## Maximum oscillation frequency of the MOSFET equivalent circuit

The maximum oscillation frequency $f_{max}$ is the highest frequency at which a transistor can deliver net signal power to a passive network. It is found from Mason's unilateral gain $U$ (Mason, 1954). We first establish why $U=1$ marks that limit, then evaluate $U$ for the small-signal circuit of a saturated MOSFET with its series resistances.

### Premises and conventions

Signals vary as $e^{j\omega t}$, and phasors are peak amplitudes. The device is a common-source two-port, with port 1 at the gate, port 2 at the drain and both currents counted into the device. $\mathrm{Re}\,Z$ is the matrix of the real parts of the elements of $Z$, and $Z^*$ is the elementwise conjugate.

1. The response is linear about a bias point in saturation.
2. Between the internal nodes the device has a gate-source admittance $y_{gs}$, a lossless gate-drain capacitance $C_{gd}$ (overlap and fringe), an output branch $g_{ds}+j\omega C_{ds}$ and a controlled current $y_m v_{gs}$ from drain to source, with

$$y_{gs}=\frac{j\omega C_{gs}}{1+j\omega\tau_i},\qquad y_m=\frac{g_m}{1+j\omega\tau_m},\qquad \tau_i=R_iC_{gs}.$$

3. Frequency-independent resistances $R_g$, $R_s$, $R_d$ join the internal nodes to the terminals.
4. The back gate follows the internal source, and the substrate is lossless.

With $C_{gg}=C_{gs}+C_{gd}$ and $C_{dd}=C_{gd}+C_{ds}$, Kirchhoff's current law at the internal gate and drain gives

$$Y_{11}=y_{gs}+j\omega C_{gd},\quad Y_{12}=-j\omega C_{gd},\quad Y_{21}=y_m-j\omega C_{gd},\quad Y_{22}=g_{ds}+j\omega C_{dd}.\tag{1}$$

### The unilateral gain and the meaning of $U=1$

For a two-port with impedance matrix $Z$ define

$$U=\frac{|\det(Z-Z^T)|}{\det(Z+Z^*)}=\frac{|Z_{21}-Z_{12}|^2}{4\det\mathrm{Re}\,Z}.\tag{2}$$

**Invariance.** Embed the device in a lossless reciprocal four-port. Its impedance matrix is $jX$ with $X$ real and symmetric, in $2\times2$ blocks $X_{aa}$ (outer ports), $X_{bb}$ (device ports) and $X_{ab}$. Eliminating the device currents gives $Z'=jX_{aa}+X_{ab}(Z+jX_{bb})^{-1}X_{ab}^T$. This is a chain of three operations. Adding a symmetric imaginary matrix changes neither $Z-Z^T$ nor $Z+Z^*$. A real congruence $Z\to nZn^T$ multiplies both determinants by $(\det n)^2$. For inversion,

$$Z^{-1}-(Z^{T})^{-1}=Z^{-1}(Z^T-Z)(Z^{T})^{-1},\qquad Z^{-1}+(Z^{*})^{-1}=Z^{-1}(Z^*+Z)(Z^{*})^{-1},\tag{3}$$

so numerator and denominator of (2) are both divided by $|\det Z|^2$. Hence $U$ is unchanged by the embedding, and (2) holds with $Y$ in place of $Z$. Lossless pad and wiring capacitances or inductances outside the series resistances therefore leave $U$ alone.

**Interpretation as a gain.** Write $R_{kl}=\mathrm{Re}\,Z_{kl}$ and assume $R_{22}>0$ and $\det\mathrm{Re}\,Z>0$. Add symmetric reactances that cancel $\mathrm{Im}\,Z_{12}$ and $\mathrm{Im}\,Z_{22}$, then apply the congruence with $n_{11}=n_{22}=1$, $n_{21}=0$, $n_{12}=-R_{12}/R_{22}$. The new reverse element is $R_{12}+n_{12}R_{22}=0$. For this unilateral network a conjugately matched source $E$ has available power $|E|^2/8R'_{11}$ and drives $I_1=E/2R'_{11}$, and the output has available power $|Z'_{21}I_1|^2/8R'_{22}$. The ratio is $|Z'_{21}|^2/4R'_{11}R'_{22}$, which is (2) with $Z'_{12}=0$. So $U$ is the power gain of the losslessly neutralised and matched device.

**Activity.** The power absorbed by the device is $\tfrac12 I^\dagger HI$ with $H=(Z+Z^\dagger)/2$. Since $|Z_{12}+Z_{21}^*|^2=|Z_{12}-Z_{21}|^2+4R_{12}R_{21}$,

$$\det H=R_{11}R_{22}-\tfrac14|Z_{12}+Z_{21}^*|^2=(1-U)\det\mathrm{Re}\,Z.\tag{4}$$

For $U<1$, $H$ is positive definite. The device absorbs power for every excitation, and no passive network can sustain an oscillation at that frequency. For $U>1$ the neutralised amplifier, with its output returned to its input through a lossless matching and phasing network, has loop gain above unity. Thus $f_{max}$ is given by $U=1$.

### Origin of $R_i$ and $\tau_m$

The two time constants are the first non-quasi-static corrections. For a long channel of length $L$ and width $W$ with constant mobility $\mu$ and unit body factor, let $u(x,t)=V_{GS}-V_T-V(x,t)$. The electron charge per area has magnitude $C_{ox}u$, the current is $I=-\mu WC_{ox}\,\partial_x(u^2/2)$, and continuity gives $\partial_tu=\mu\,\partial_x^2(u^2/2)$. With $s=1-x/L$ and overdrive $V_{ov}$, the saturated static solution is $u_0=V_{ov}\sqrt{s}$. A gate signal $v$ adds $u_1$. Set $u_0u_1=V_{ov}v\,w(s)$, $\omega_0=\mu V_{ov}/L^2$ and $\Omega=\omega/\omega_0$. Linearising,

$$w''=j\Omega\,\frac{w}{\sqrt s},\qquad w(0)=0,\quad w(1)=1,$$

where $w(0)=0$ keeps the drain end pinched off. The signal current is $g_mv\,w'(s)$ with $g_m=\mu C_{ox}WV_{ov}/L=\omega_0C_{ox}WL$. Expanding in $j\Omega$, the zeroth order is $s$, and the first order solves $w_1''=\sqrt s$ with $w_1(0)=w_1(1)=0$, so $w_1=\tfrac4{15}(s^{5/2}-s)$. The drain current gives $y_m=g_mw'(0)=g_m(1-\tfrac4{15}j\Omega+\dots)$. The gate current is the difference of the source and drain currents,

$$y_{gs,i}=g_m\,j\Omega\int_0^1\frac{w}{\sqrt s}\,ds=g_m\left[\tfrac23j\Omega+\tfrac4{45}\Omega^2+\dots\right].$$

Hence the channel capacitance is $C_{gs,i}=\tfrac23C_{ox}WL$, its series resistance is $1/(5g_m)$, and $g_m\tau_m=\tfrac4{15}C_{ox}WL=\tfrac25C_{gs,i}$. Without overlap capacitance $\tau_m=2\tau_i$, so the common choice $\tau_m=\tau_i$ (current controlled by the voltage on $C_{gs}$) is a simplification. A lossless overlap capacitance in parallel leaves $\mathrm{Re}\,y_{gs}$ unchanged, so the lumped resistance referred to the total $C_{gs}$ is

$$R_i=\frac{1}{5g_m}\left(\frac{C_{gs,i}}{C_{gs}}\right)^2.\tag{5}$$

In a short channel these coefficients are order-of-magnitude guides only. The derivation below keeps $R_i$ and $\tau_m$ free.

### Adding the series resistances

The terminal voltages are $V_1=v_{gs}+R_gI_1+R_s(I_1+I_2)$ and $V_2=v_{ds}+R_dI_2+R_s(I_1+I_2)$. Therefore

$$Z=z+\mathcal R,\qquad z=Y^{-1}=\frac1\Delta\begin{pmatrix}Y_{22}&-Y_{12}\\-Y_{21}&Y_{11}\end{pmatrix},\qquad \mathcal R=\begin{pmatrix}R_g+R_s&R_s\\R_s&R_d+R_s\end{pmatrix},$$

with $\Delta=\det Y$. Because $\mathcal R$ is symmetric, $Z_{21}-Z_{12}=-(Y_{21}-Y_{12})/\Delta=-y_m/\Delta$. For $2\times2$ matrices $\det(M+\mathcal R)=\det M+\det\mathcal R+M_{11}\mathcal R_{22}+M_{22}\mathcal R_{11}-M_{12}\mathcal R_{21}-M_{21}\mathcal R_{12}$. Take $M=\mathrm{Re}\,z$. Equation (3) gives $\det\mathrm{Re}\,z=\det\mathrm{Re}\,Y/|\Delta|^2$, and $\mathrm{Re}(Y_{kl}/\Delta)=\mathrm{Re}(Y_{kl}\Delta^*)/|\Delta|^2$. Collecting terms by resistance, the factor $|\Delta|^2$ cancels from (2), and

$$U=\frac{|y_m|^2}{4D},\tag{6}$$

$$D=\det\mathrm{Re}\,Y+R_g\mathrm{Re}(Y_{11}\Delta^*)+R_d\mathrm{Re}(Y_{22}\Delta^*)+R_s\mathrm{Re}(\Sigma\Delta^*)+(R_gR_s+R_gR_d+R_sR_d)|\Delta|^2.$$

Here $\Sigma=Y_{11}+Y_{12}+Y_{21}+Y_{22}=y_{gs}+y_m+g_{ds}+j\omega C_{ds}$ is the self-admittance of the internal source node. Equation (6) is exact for the circuit.

### Gate resistance alone

Put $R_i=\tau_m=R_s=R_d=0$. Then $\mathrm{Re}\,Y_{11}=\mathrm{Re}\,Y_{12}=0$, so $\det\mathrm{Re}\,Y=0$. The quasi-static core without resistances has infinite $U$. From (1),

$$\Delta=j\omega A-\omega^2(C_{gg}C_{dd}-C_{gd}^2),\qquad A=g_{ds}C_{gg}+g_mC_{gd}.$$

$Y_{11}=j\omega C_{gg}$ is imaginary and picks out only the imaginary part of $\Delta$, so $\mathrm{Re}(Y_{11}\Delta^*)=\omega^2C_{gg}A$ and

$$U=\frac{g_m^2}{4\omega^2R_gC_{gg}\,(g_{ds}C_{gg}+g_mC_{gd})}.\tag{7}$$

For this reduced circuit (7) holds at all frequencies and for any $C_{ds}$. It falls as $\omega^{-2}$, which is 20 dB per decade. In the full circuit it is the leading contribution of $R_g$.

The short-circuit current gain of the core is $h_{21}=Y_{21}/Y_{11}\simeq g_m/j\omega C_{gg}$ for $\omega C_{gd}\ll g_m$. Its asymptote crosses unity at

$$f_T=\frac{g_m}{2\pi C_{gg}}.$$

Setting $U=1$ in (7), dividing by $C_{gg}^2$ and using $g_m/C_{gg}=2\pi f_T$,

$$f_{max}=\frac{f_T}{2\sqrt{g_{ds}R_g+2\pi f_TR_gC_{gd}}}.\tag{8}$$

The combination $A/C_{gg}=g_{ds}+g_mC_{gd}/C_{gg}$ is the output conductance with the gate floating. The divider $C_{gd}/C_{gg}$ passes part of the drain signal to the gate, and $g_m$ turns it into drain current in phase with the drain voltage.

### All resistances, leading order in frequency

Changing the sign of $\omega$ conjugates every $Y_{kl}$, so $D$ and $|y_m|^2$ are even in $\omega$. Also $D(0)=0$, because $\Delta(0)=0$ and $\mathrm{Re}\,Y_{11}(0)=0$. Hence $D=\omega^2K+O(\omega^4)$ and $|y_m|^2=g_m^2+O(\omega^2)$. To find $K$, expand $y_{gs}=j\omega C_{gs}+\omega^2R_iC_{gs}^2+\dots$ and $y_m=g_m-j\omega g_m\tau_m+\dots$. Then

$$\Delta=j\omega A-\omega^2B+O(\omega^3),\qquad B=C_{gg}C_{dd}-C_{gd}^2-g_{ds}R_iC_{gs}^2-g_m\tau_mC_{gd}.$$

The $O(\omega^3)$ term is imaginary and does not enter at order $\omega^2$. For any $y=a+j\omega b+O(\omega^2)$, $\mathrm{Re}(y\Delta^*)=\omega^2(bA-aB)+O(\omega^4)$. The five terms of $D/\omega^2$ follow.

- $\det\mathrm{Re}\,Y=g_{ds}\mathrm{Re}\,y_{gs}$, since $\mathrm{Re}\,Y_{12}=0$. This gives $g_{ds}R_iC_{gs}^2$.
- $Y_{11}$ has $a=0$, $b=C_{gg}$, giving $C_{gg}A$.
- $Y_{22}$ has $a=g_{ds}$, $b=C_{dd}$. The products $g_{ds}C_{gg}C_{dd}$ cancel in $C_{dd}A-g_{ds}B$, leaving $(g_m+g_{ds})C_{gd}^2+g_mC_{gd}C_{ds}+g_{ds}(g_{ds}R_iC_{gs}^2+g_m\tau_mC_{gd})$.
- $\Sigma$ has $a=g_m+g_{ds}$, $b=C_{gs}+C_{ds}-g_m\tau_m$. Use $C_{gg}C_{dd}-C_{gd}^2=C_{gs}C_{gd}+C_{gs}C_{ds}+C_{gd}C_{ds}$. The terms free of $R_i$ and $\tau_m$ reduce to $g_{ds}C_{gs}^2-g_mC_{gs}C_{ds}$. The rest reduce to $g_{ds}^2R_iC_{gs}^2-g_mg_{ds}C_{gs}(\tau_m-\tau_i)$.
- $|\Delta|^2$ gives $A^2$.

Collecting,

$$\begin{aligned}K={}&R_gA\,[C_{gg}+(R_s+R_d)A]+g_{ds}R_iC_{gs}^2+g_{ds}R_sC_{gs}^2\left[1+g_{ds}R_i-\frac{g_m(\tau_m-\tau_i)}{C_{gs}}\right]\\&+R_d\left[(g_m+g_{ds})C_{gd}^2+g_{ds}(g_{ds}R_iC_{gs}^2+g_m\tau_mC_{gd})\right]+R_sR_dA^2+g_mC_{ds}(R_dC_{gd}-R_sC_{gs}),\end{aligned}\tag{9}$$

$$U\simeq\frac{g_m^2}{4\omega^2K}=\left(\frac{f_{max}}{f}\right)^2,\qquad f_{max}=\frac{g_m}{4\pi\sqrt K}.\tag{10}$$

This $f_{max}$ is the unity crossing of the 20 dB per decade asymptote, the quantity usually extrapolated from data at lower frequency. The true crossing differs by the $O(\omega^4)$ terms of $D$ and the roll-off of $|y_m|$. Conductances and capacitances scale as $W$ and resistances as $1/W$, so $K\propto W^2$ and $f_{max}$ does not depend on the number of identical fingers.

The bracket multiplying $R_gA$ also fixes the current gain at the terminals. With the output shorted,

$$h_{21}=-\frac{Z_{21}}{Z_{22}}=\frac{Y_{21}-R_s\Delta}{Y_{11}+(R_s+R_d)\Delta}\simeq\frac{g_m}{j\omega C'},\qquad C'=C_{gg}+(R_s+R_d)A,$$

so the extrinsic cutoff is $f_T^{ext}=g_m/2\pi C'$, independent of $R_g$.

### The compact formula and the feedback limit

Drop $R_d$, an internal $C_{ds}$, the products of two resistances and the difference $\tau_m-\tau_i$. Dividing what remains of (9) by $C_{gg}^2$,

$$f_{max}=\frac{f_T}{2\sqrt{g_{ds}\left[R_g+(R_i+R_s)\,C_{gs}^2/C_{gg}^2\right]+2\pi f_TR_gC_{gd}}}.\tag{11}$$

$R_g$ carries the whole gate current, while $R_i$ and $R_s$ lie in the path of the $C_{gs}$ current only, which is the reason for the weight. If further $C_{gd}\ll C_{gs}$, the weight tends to one. The feedback term is kept, because $g_m\gg g_{ds}$ can make $g_mC_{gd}$ comparable with $g_{ds}C_{gg}$ even for small $C_{gd}$. This yields the compact form

$$f_{max}=\frac{f_T}{2\sqrt{g_{ds}(R_g+R_i+R_s)+2\pi f_TR_gC_{gd}}},\tag{12}$$

in which $g_m$, $g_{ds}$ and $f_T$ are those of the core. When $2\pi f_TR_gC_{gd}\gg g_{ds}(R_g+R_i+R_s)$, the square of (12) becomes $f_T^2/(8\pi f_TR_gC_{gd})$, and

$$f_{max}\to\sqrt{\frac{f_T}{8\pi R_gC_{gd}}}.\tag{13}$$

Equation (13) omits a positive term under the root, so it is an upper bound on (8), (11) and (12). With $R_g$ alone it exceeds (8) by the factor $\sqrt{1+g_{ds}C_{gg}/g_mC_{gd}}$.

### Range of validity

Equation (6) needs only the premises. Equations (9) and (10) need $K>0$ and small $O(\omega^2)$ relative corrections at $f_{max}$, among them $\omega^2\tau_m^2$, $\omega^2\tau_i^2$ and $\omega^2B^2\det\mathcal R/K$. The compact form (12) needs in addition

- $(R_s+R_d)A/C_{gg}\ll1$, which is the meaning of a small source resistance and is weaker than $g_m(R_s+R_d)\ll1$;
- $R_dC_{gd}\ll R_gC_{gg}$, which makes the drain term small beside the feedback term when $g_{ds}\ll g_m$;
- $C_{gd}\ll C_{gs}$ and $g_m|\tau_m-\tau_i|\ll C_{gs}$, or else $R_i+R_s\ll R_g$. For the long channel without overlap $g_m(\tau_m-\tau_i)/C_{gs}=1/5$;
- a negligible $C_{ds}$ inside $R_s$ and $R_d$. The part of $C_{ds}$ that lies in the wiring drops out by invariance. An internal part lowers $K$ when $R_sC_{gs}>R_dC_{gd}$, and if it drives $K$ through zero $U$ diverges and changes sign, and the extrapolation loses its meaning.

Three premises need attention on SOI. Self-heating makes $g_{ds}$ frequency dependent, and the value to use is the one above the thermal cutoff, where the lattice temperature no longer follows the signal. A back gate held at the external ground adds $-g_{mb}R_s$ times the source current to the channel current. Solving for the channel current divides $g_m$ and $g_{ds}$ by $1+g_{mb}R_s$ and adds $g_{mb}R_sC_{gs}/g_m$ to $\tau_m$. Finally, a drain capacitance $C_{db}$ through the buried oxide in series with a substrate resistance $R_{sub}$ adds the output conductance $\omega^2C_{db}^2R_{sub}/(1+\omega^2C_{db}^2R_{sub}^2)$, which is at most $\omega C_{db}/2$ and bends $U$ away from the 20 dB slope.

A lumped $R_g$ stands for a distributed finger. For a finger of width $W_f$ and sheet resistance $\rho_{sh}$ fed from both ends, the lateral current falls linearly from $I/2$ at each end to zero at the centre. The integral of its square times $\rho_{sh}/L$ over the finger is $I^2\rho_{sh}W_f/12L$. A vertical interface resistivity $\rho_i$ in the gate stack adds $\rho_i/W_fL$. Normalised to width,

$$R_gW=\frac{\rho_{sh}W_f^2}{12L}+\frac{\rho_i}{L},\tag{14}$$

valid while $\omega C_{gg}$ times the lateral part is well below one.

### Illustration for a 22 nm FD-SOI nMOS transistor

Take $L=20$ nm at 300 K near peak transconductance. The inputs are illustrative and were chosen so that the model gives the typical behaviour of such devices at the lower metal levels, $f_T$ and $f_{max}$ of roughly 350 to 400 GHz. Per micrometre of width: $g_m=2.0$ mS, $g_{ds}=0.20$ mS, $C_{gd}=0.25$ fF, $C_{gs}=0.55$ fF of which $C_{gs,i}=0.30$ fF, $R_s=R_d=90\ \Omega\,\mu$m, and no internal $C_{ds}$. For scale, an inversion thickness of 1.5 nm at relative permittivity 3.9 gives $\tfrac23C_{ox}L=0.31$ fF/µm. The long-channel estimates give $R_i=30\ \Omega\,\mu$m from (5) and $\tau_m=0.060$ ps, and these rounded values are used. With $W_f=500$ nm, $\rho_{sh}=48\ \Omega$ per square and $\rho_i=4\ \Omega\,\mu\mathrm{m}^2$, (14) gives $50+200=250\ \Omega\,\mu$m.

Then $C_{gg}=0.80$ fF/µm, $A=0.66$ mS fF/µm², $C'=0.919$ fF/µm, $f_T=398$ GHz and $f_T^{ext}=346$ GHz. The terms of (9), in fF²/µm², are as follows.

| Term | Value |
|---|---|
| $R_gg_mC_{gd}C_{gg}$ | 0.1000 |
| $R_gg_{ds}C_{gg}^2$ | 0.0320 |
| $R_g(R_s+R_d)A^2$ | 0.0196 |
| $R_d(g_m+g_{ds})C_{gd}^2$ | 0.0124 |
| $R_sg_{ds}C_{gs}^2$ | 0.0054 |
| $R_sR_dA^2$ | 0.0035 |
| $R_ig_{ds}C_{gs}^2$ | 0.0018 |
| remaining terms in $R_i$, $\tau_m$ | −0.0003 |
| $K$ (sum before rounding) | 0.1745 |

Thus $\sqrt K=0.418$ fF/µm, and (10) gives the model's $f_{max}=381$ GHz, with $U=16.1$ dB at 60 GHz. The successive approximations compare as follows.

| Expression | $f_{max}$ (GHz) |
|---|---|
| (10), full leading order | 381 |
| (12), compact | 415 |
| (11), weighted | 426 |
| (8), $R_g$ alone | 438 |
| (13), feedback limit | 503 |

The compact form lies 9 per cent above (10) and the feedback limit 32 per cent above it. The small parameters are only moderately small: $(R_s+R_d)A/C_{gg}=0.15$, $R_dC_{gd}/R_gC_{gg}=0.11$, $g_m(\tau_m-\tau_i)/C_{gs}=0.16$ and $g_{ds}C_{gg}/g_mC_{gd}=0.32$. The weight $C_{gs}^2/C_{gg}^2$ is 0.47, so (12) counts the $R_i$ and $R_s$ terms as 0.0154 where (11) has 0.0073. This excess partly hides the omitted terms, which is why (12) lies nearer to (10) than (11) does. The omitted drain term 0.0124 is larger than the retained 0.0073. Inserting $f_T^{ext}$ for $f_T$ in (12) replaces $C_{gg}$ by $C'$. The feedback term then equals the part $R_gg_mC_{gd}C'$ of (9), while the $g_{ds}$ terms are overcounted, and the result of 378 GHz owes its closeness to (10) to that compensation.

At 381 GHz, $\omega^2\tau_m^2=0.021$ and, with $B=0.106$ fF²/µm², $\omega^2B^2\det\mathcal R/K=0.019$. The exact expression (6) gives $U=0.965$ there, so the true crossing of this circuit lies about 2 per cent lower, between 370 and 380 GHz. The lateral gate parameter, $\omega C_{gg}$ times $50\ \Omega\,\mu$m, is 0.10. An internal $C_{ds}$ of 0.1 fF/µm would lower $K$ by 0.0054, or 3 per cent. A typical $g_{mb}\approx0.08\,g_m$ gives $g_{mb}R_s=0.014$. A drain region 40 nm long on a buried oxide 20 nm thick has $C_{db}=0.069$ fF/µm, so substrate loss adds at most 0.083 mS/µm to the output conductance at 381 GHz, against $A/C_{gg}=0.825$ mS/µm. Raising $g_{ds}$ to 0.28 mS/µm in (9) moves $f_{max}$ to 360 GHz. The model's value is therefore about 380 GHz with corrections of a few per cent from the neglected terms, and since the inputs were chosen to land in the typical range it illustrates the balance of terms without testing it. The three terms that contain $R_g$ make up 87 per cent of $K$, and of $R_g$ itself 80 per cent is the interface part $\rho_i/L$, which narrower fingers do not reduce.